**How the field shift of Li⁺ $2\,^3S_1$–$2\,^3P_J$ responds to changes**

My question is what happens to the field shift, in sign and size, when I change the isotope, $Z$, the upper state, $J$, or the nuclear mass alone.

**Starting result.** I use atomic units. With the nuclear charge density $\rho$ normalised to one, $\delta V=Z/r-Z\int\rho(\mathbf r')\,d^3r'/|\mathbf r-\mathbf r'|$ obeys $\nabla^2\delta V=4\pi Z(\rho-\delta^3)$. Hence $\int\delta V\,d^3r=\frac16\int r^2\nabla^2\delta V\,d^3r=\frac{2\pi}{3}Z r_C^2$, with $r_C^2=\langle r^2\rangle$. The electron density is flat over the nucleus, so

$$\delta E=\tfrac{2\pi}{3}Z r_C^2\sum_i\langle\delta^3(\mathbf r_i)\rangle .$$

Conventions: $h\nu=E_P-E_S$, $\delta\nu=\nu(^7{\rm Li})-\nu(^6{\rm Li})=\delta\nu_{\rm mass}+C\,\delta\langle r^2\rangle$. Writing $\sum_i\langle\delta^3\rangle=Z^3d/\pi$,

$$C=-\tfrac23Z^4\kappa\,(d_S-d_P),\qquad \kappa=\frac{E_h}{h a_0^2}=2.350\ {\rm MHz/fm^2}.$$

**Densities.** In lengths $a_0/Z$ the repulsion is $Z^{-1}/r_{12}$, and $d=d_0+d_1/Z+\dots$ with $d_0=9/8$ for $1s2s$ and $1$ for $1s2p$. A double perturbation is symmetric, so $d_1=\pi\,\partial(J-K)/\partial\lambda$, where $J$ and $K$ are the direct and exchange integrals over hydrogen orbitals perturbed by $\lambda\delta^3(\mathbf r)$. The $2p$ orbital does not respond. Solving $(H_0-E)\phi'=-(\delta^3-\langle\delta^3\rangle)\phi$ with $\langle\phi|\phi'\rangle=0$, and $u=1-r/2$:

$$\phi'_{1s}=\frac{\phi_{1s}}{\pi}\Big[-\frac1{2r}+\ln 2r+r+\gamma_E-\frac52\Big],$$

$$\phi'_{2s}=\frac{e^{-r/2}}{\pi\sqrt{8\pi}}\Big[-\frac1{2r}+\frac52-\frac{r^2}{8}+u\Big(\ln r+\gamma_E-\frac{13}{4}\Big)\Big].$$

The radial integrals give, as direct plus exchange part, $d_1(^3S)=-0.2464+0.0349=-0.2115$ and $d_1(^3P)=-0.0321-0.0539=-0.0860$. So $d_S-d_P=\frac18-0.1255/Z$ and my model is

$$C=-\frac{Z^4\kappa}{12}\Big(1-\frac{1.004}{Z}\Big).$$

The omitted term in the bracket is of order $Z^{-2}$. I take its coefficient as one to size the truncation error.

**1. Swap ⁶Li for ⁷Li.** Reasoning: the $2s$ electron adds density at the nucleus, so finite size lifts $S$ more than $P$, and $C<0$. A smaller nucleus raises $\nu$. Calculation: $C\approx-11$ MHz/fm². With approximate radii 2.59 fm (⁶Li) and 2.44 fm (⁷Li) as inputs, $\delta\langle r^2\rangle=-0.75$ fm², and the model's field shift is $+8$ MHz. The heavier isotope is the smaller one, so this adds to the mass shift, typically about $+35$ GHz. Extraction runs backwards, $\delta\langle r^2\rangle=(\delta\nu-\delta\nu_{\rm mass})/C$. One per cent in $\delta\langle r^2\rangle$ is 80 kHz, or $2\times10^{-6}$ of the mass shift.

**2. Raise $Z$.** Reasoning: one power of $Z$ from the charge and three from the density give $Z^4$, and screening fades, so the growth should be faster than $Z^4$.

| ion | $1-1.004/Z$ | $C$ (MHz/fm²) | truncation | $C/C_{\rm Li}$ | $(Z/3)^4$ |
|---|---|---|---|---|---|
| Li⁺ | 0.665 | $-11$ | 17 % | 1 | 1 |
| Be²⁺ | 0.749 | $-38$ | 8 % | 3.6 | 3.2 |
| C⁴⁺ | 0.833 | $-2.1\times10^{2}$ | 3 % | 20 | 16 |

The ratios come from the brackets, not from the rounded $C$.

**3. Replace $2\,^3P$ by the $1s$ ionisation limit.** My first guess was no change, since $2p$ vanishes at the nucleus. That is wrong. The $2p$ electron lowers the $1s$ density, and more through exchange ($-0.0539$) than through direct screening ($-0.0321$). Without it $d_P\to1$, and the difference falls from $0.0832$ to $\frac18-0.2115/3=0.0545$. Then $C\approx-7$ MHz/fm², with a truncation estimate of 25 %. About a third of the model's $C$ comes from the core of the $P$ state.

**4. Switch on relativity.** Reasoning: the Dirac $s_{1/2}$ density goes as $(Zr/a_0)^{2\gamma-2}$, $\gamma=\sqrt{1-(Z\alpha)^2}$. It rises towards the origin until the nucleus cuts it off, so $|C|$ grows. With $2\gamma-2\simeq-(Z\alpha)^2$ and $r\sim r_C$ the factor is

$$1-(Z\alpha)^2\ln(Z\alpha m r_C),\qquad Z\alpha m r_C=Zr_C/a_0\quad(\hbar=c=1).$$

The logarithm multiplies the whole contact density of either level, so it multiplies $C$. For ⁶Li the argument is $1.47\times10^{-4}$, the logarithm $-8.8$, and $(Z\alpha)^2=4.8\times10^{-4}$. The increase is $0.4$ %, or $+0.03$ MHz. For C⁴⁺ with an approximate radius of 2.47 fm it is $1.6$ %. Terms without the logarithm are $(Z\alpha)^2$ times a number of order one. One of them is $-\frac12(Z\alpha)^2$, from differentiating $r_C^2\ln r_C$ with respect to $r_C^2$. For Li they make the second figure of the correction uncertain. The correction is far below my truncation error, so it matters only on top of a correlated density.

**5. Change $J$ among 0, 1, 2.** Reasoning: $\delta^3(\mathbf r)$ is a spin-independent scalar, so the three components share $C$ at leading order. A difference needs $\alpha^2$. The $2p_{1/2}$ small component, $\frac\alpha2(\partial_r+2/r)R_{2p}$, is finite at the origin. With $R_{2p}\to Z^{5/2}r/\sqrt{24}$ and $R_{2s}(0)^2=Z^3/2$, its density is $\frac3{16}(Z\alpha)^2=9.0\times10^{-5}$ of the hydrogenic $2s$ density. Recoupling gives $p_{1/2}$ weights $1,\frac23,0$ for $J=0,1,2$. This term makes $|C|$ smaller for $J=0$ than for $J=2$ by $9.0\times10^{-5}/0.665=1.4\times10^{-4}$, about 1 kHz in the isotope shift. Screening of $2p$ and the two-electron spin terms are down by only $1/Z$ and rival this at $Z=3$. I trust the order of magnitude for Li⁺, and the sign only at large $Z$. So the three components must yield the same $\delta\langle r^2\rangle$ once mass shift and hyperfine structure, which mixes the $J$ levels, are removed.

**6. Change the mass, keep the radius.** Reasoning: the density scales as $(\mu/m)^3$ with the reduced mass $\mu$, so the heavier isotope has the larger $|C|$ and $\nu$ drops. Exactly, $C_7r_7^2-C_6r_6^2=C_7\,\delta\langle r^2\rangle+(C_7-C_6)r_6^2$. Approximate nuclear masses 6.01 u and 7.01 u give $m/M_6-m/M_7=1.30\times10^{-5}$, and the last term is $3\times1.30\times10^{-5}\,C\,r_6^2\approx-3$ kHz. Mass polarisation changes the densities at the same order in $m/M$, so this is again only a size.

**Ranking for Li⁺.** The radius change gives $+8$ MHz in the model, the relativistic logarithm $+0.03$ MHz, and mass and $J$ dependence a few kHz or less. The 17 % truncation of $C$ would put $0.13$ fm² on $\delta\langle r^2\rangle$, so an actual extraction needs $d_S-d_P$ from correlated two-electron wave functions.